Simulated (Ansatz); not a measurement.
# A series in volume scale on Al

Free energy against uniform scaling of the volume at fixed shape and fractions; periodic cell, basis, potentials, k mesh and filling as listed. The results are calculated, by Ansatz 0.2.0.

The cell before it is scaled or strained (space group Fm-3m, No. 225):
```
Al
1.0
      0.0000     2.0248     2.0248
      2.0248     0.0000     2.0248
      2.0248     2.0248     0.0000
Al
1
Direct
  0.00000 0.00000 0.00000
```

Settings of every row: functional LDA; dispersion none; potentials PAW; wave cutoff 517.02 eV; density cutoff 2068.1 eV; k mesh 12x12x12; k shift 0x0x0; occupations fermi dirac; smearing width 0.1 eV; spin none; SCF threshold exponent -10.

Limits: coarse k mesh, up to 40 meV an atom off.

```csv
row,volume scale,V (Å³/atom),energy above lowest point (meV/atom),pressure (GPa)
1,0.88,14.61,28.5,8.07
2,0.92,15.274,5.4,3.28
3,0.96,15.939,0,-0.55
4,1,16.603,8.9,-3.61
5,1.04,17.267,29.1,-6.04
6,1.08,17.931,?,?
7,1.12,18.595,94.3,-9.41
```

Question: what energy above lowest point and pressure should row 6 give?

Worked fit of energy above lowest point. Take u = (V_r/V)^(2/3) − 1 with V_r = 16.271 Å³ an atom, which is twice the finite (Eulerian) strain; such expansions in the strain, on which the Birch-Murnaghan equation of state is built, carry the rest volume and the bulk modulus. The shown rows have u = 0.07442, 0.04306, 0.01384, -0.01338, -0.03883, -0.08516. Least squares give energy above lowest point = 2.91 − 331 × u + 8905 × u² + 2227 × u³ meV/atom; a parabola predicts inner rows, each left out in turn, worse (root mean square 0.37 against 0.094 meV/atom). The rows lie off it by 0.0, 0.1, 0.0, 0.0, 0.0, 0.0. Its lowest point lies at u = 0.0185, or V = 15.83 Å³ an atom, and the curvature there gives the bulk modulus at fixed shape and fractions, B = (4/9)(1 + u)² E″(u)/V = 84.2 GPa. The withheld row has u = -0.06271, so the fit gives 2.91 − 331 × (-0.06271) + 8905 × (-0.06271)² + 2227 × (-0.06271)³ = 58.1 meV/atom.

The calculation gave 58.2 meV/atom. The fit lies 0.1 meV/atom (0.11 % of the column's range) below it, one unit of the last digit.

Worked fit of pressure. Take u = (V_r/V)^(2/3) − 1 with V_r = 16.271 Å³ an atom, which is twice the finite (Eulerian) strain; such expansions in the strain, on which the Birch-Murnaghan equation of state is built, carry the rest volume and the bulk modulus. The shown rows have u = 0.07442, 0.04306, 0.01384, -0.01338, -0.03883, -0.08516. Least squares give pressure = −2.17 + 112.19 × u + 330.9 × u² + 138 × u³ GPa; a parabola predicts inner rows, each left out in turn, worse (root mean square 0.023 against 0.0091 GPa). The rows lie off it by 0.00, -0.01, 0.00, 0.00, 0.00, 0.00. The pressure vanishes at u = 0.0183, or V = 15.83 Å³ an atom, and there the bulk modulus at fixed shape and fractions is B = −V dP/dV = (2/3)(1 + u) dP/du = 84.5 GPa. The withheld row has u = -0.06271, so the fit gives −2.17 + 112.19 × (-0.06271) + 330.9 × (-0.06271)² + 138 × (-0.06271)³ = -7.94 GPa.

The calculation gave -7.94 GPa. The fit meets it to the printed digit.
